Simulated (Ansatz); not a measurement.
## BN at 25 GPa: from Born charge to LO–TO splitting and polaron coupling

All numbers below come from DFT LDA, scalar-relativistic, plane waves, PAW (Ansatz). Settings: 420 eV plane-wave cutoff, Γ-centred 12×12×12 mesh, fixed occupations. No spin polarisation. Phonons by linear response, acoustic sum rule imposed.

The cell, relaxed at 25 GPa:
```
B N
1.0
     0.00000    1.75708    1.75708
     1.75708    0.00000    1.75708
     1.75708    1.75708    0.00000
B N
1 1
Direct
  0.00000 0.00000 0.00000
  0.75000 0.75000 0.75000
```

Linear response gives ν_TO = 1144.0 cm⁻¹, Born charges ±1.851 e (positive on B) and ε∞ = 4.519. The primitive cell holds 10.849 Å³, and the masses are 10.810 and 14.007 amu.

Question: Find ν_LO and the static dielectric constant.

Answer: The long-wave field adds a restoring force: ω_LO² − ω_TO² = Z*²e²/(ε_vac ε∞ μV). In these units ν_LO² − ν_TO² = 4.92064×10⁷ Z*²/(μ V ε∞) cm⁻², with μ = m₁m₂/(m₁ + m₂) = 6.101 amu: 563726 cm⁻². So ν_LO = √(1144.0² + 563726) = 1368.4 cm⁻¹, and the run gives 1368.4. Lyddane–Sachs–Teller then gives ε0 = ε∞ (ν_LO/ν_TO)² = 6.47, against 6.47 in the run (it forms both from the same three quantities, so the match checks the arithmetic only). Between ν_TO and ν_LO the dielectric function is negative and an undamped crystal reflects fully: a reststrahlen band from 7.3 to 8.7 μm.

Question: What do the Clausius–Mossotti polarisability and the Szigeti charge come to?

Answer: With the Lorentz local field, α = (3V/4π)(ε∞ − 1)/(ε∞ + 2) = 1.40 Å³ for the pair, and e_S = 3Z*/(ε∞ + 2) = 0.85 e. The Born charge includes the electrons' response to the dipole's own local field, and e_S takes that enhancement out. The Lorentz field assumes point-like polarisable ions, a poor picture once ε∞ is this large, since the electron clouds then overlap or are shared, so both numbers are formal here.

Question: How strongly does a slow electron couple to the LO mode?

Answer: For one isotropic parabolic band, Fröhlich's constant is α_F = (1/ε∞ − 1/ε0) √(m* Ry/ħω_LO), with Ry = 13.606 eV, ħω_LO = 169.7 meV and m* in free-electron masses: α_F = 0.0666 × 8.96 × √m* = 0.60 √m*. The band mass isn't part of this run; for m* = 0.1, 0.3 and 1 it gives 0.19, 0.33, 0.60. In weak coupling the polaron lies α_F ħω_LO below the band edge (55 meV at m* = 0.3) with a mass m*(1 + α_F/6); past α_F of about 5 or 6 that expansion fails. A semilocal functional's ε∞ tends to be too large, which taken alone lowers α_F.

Cost: 1 run of about 0.41 core-minutes, on Intel Xeon Processor @ 2.50GHz (Skylake/Cascade Lake) (shared hosts).

Zinc-blende BN combines a wide LO–TO splitting with weak polaron coupling. Both optical frequencies are high because short, stiff sp³ bonds join two light atoms. The Born charge of 1.851 e has the sign expected from nitrogen's greater electronegativity, but it measures the polarisation current driven by displacement, not a static charge on each ion, and is compatible with strongly covalent bonding. Light masses and a small cell turn this moderate charge into a large splitting in frequency. The static response is different: mass drops out, and the stiff lattice yields little to a field, so ε only rises from 4.519 to 6.47. This small ionic contribution, together with the high LO energy, keeps the Fröhlich constant below one for all the masses tried. The weak-coupling picture is therefore consistent for a band electron of ordinary mass. However, the conduction minimum of cubic BN lies near X, where the valleys are anisotropic, so a single isotropic mass gives the scale of the coupling rather than a quantitative polaron mass.
